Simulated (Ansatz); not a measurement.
**Ligand exchange: MgH(NH2) + BH(CH3)(OH) → MgH(OH) + BH(CH3)(NH2)**

Species: MgH(NH2), singlet; BH(CH3)(OH), singlet; MgH(OH), singlet; BH(CH3)(NH2), singlet. The partners trade NH2 for OH: Mg–NH2 and B–OH bonds give way to Mg–OH and B–NH2.

Shapes, held fixed at every level: PBE0-D4/def2-TZVP. Flexible molecules stand in one conformer, not always the lowest. Programs: Ansatz 0.2.0. The zero-point and thermal change to 298 K, harmonic and unscaled (PBE0-D4/def2-TZVP), is +3.3 kJ/mol.

| level | kind | ΔH(298 K) (kJ/mol) | less CCSD(T)/def2-TZVPP | CPU time (sum over the molecules) |
| --- | --- | --- | --- | --- |
| HF/def2-TZVPP | Hartree–Fock | -54.5 | -1.6 | – |
| SPW92/def2-TZVPP | LDA | -57.1 | -4.2 | 5 s |
| BHLYP-D4/def2-TZVPP | global hybrid | -58.3 | -5.4 | 10 s |
| r2SCAN0-D4/def2-TZVPP | global hybrid | -57.7 | -4.8 | 16 s |
| wB97M-V/def2-TZVPP | range-separated hybrid | -55.7 | -2.8 | 38 s |
| wB97X-V/def2-TZVPP | range-separated hybrid | -56.2 | -3.3 | 29 s |
| CCSD/def2-TZVPP | coupled cluster or CI | -53.7 | -0.8 | – |
| CCSD(T)/def2-TZVPP | coupled cluster or CI | -52.9 | 0.0 | 94 s |

The highest level, CCSD(T)/def2-TZVPP, gives ΔH(298 K) = -52.9 kJ/mol; the levels span -58.3 to -52.9. The column of differences is taken from that level and isn't an error. No measured value is set beside it here. Outer-core shells of Mg are correlated in most correlated rows, in sets that cover them unevenly. Times are processor times on shared x86 and Arm servers, and rough.

The exchange is clearly exothermic at every level, so in these isolated molecules magnesium gains more than boron loses when hydroxide replaces amide on the metal. The likely reason is the different character of the two bonds. Mg–X bonding is strongly polar and favours the more electronegative, compact oxygen donor. Boron also binds oxygen strongly, but its empty p orbital accepts π density better from nitrogen, whose lone pair lies higher in energy, and this offsets part of the cost of giving up B–O.

Electron pairs and the broad bond types are conserved, so much of the correlation energy cancels. Hartree–Fock therefore lies only 1.6 kJ/mol from CCSD(T), and the triples shift the CCSD value by just 0.8 kJ/mol. The density functionals all make the exchange somewhat more exothermic, but their spread is small beside the reaction enthalpy and leaves the preference intact. The result doesn't carry over directly to condensed phases, where bridging amide and hydroxide ligands and solvent coordination at magnesium could change the balance.
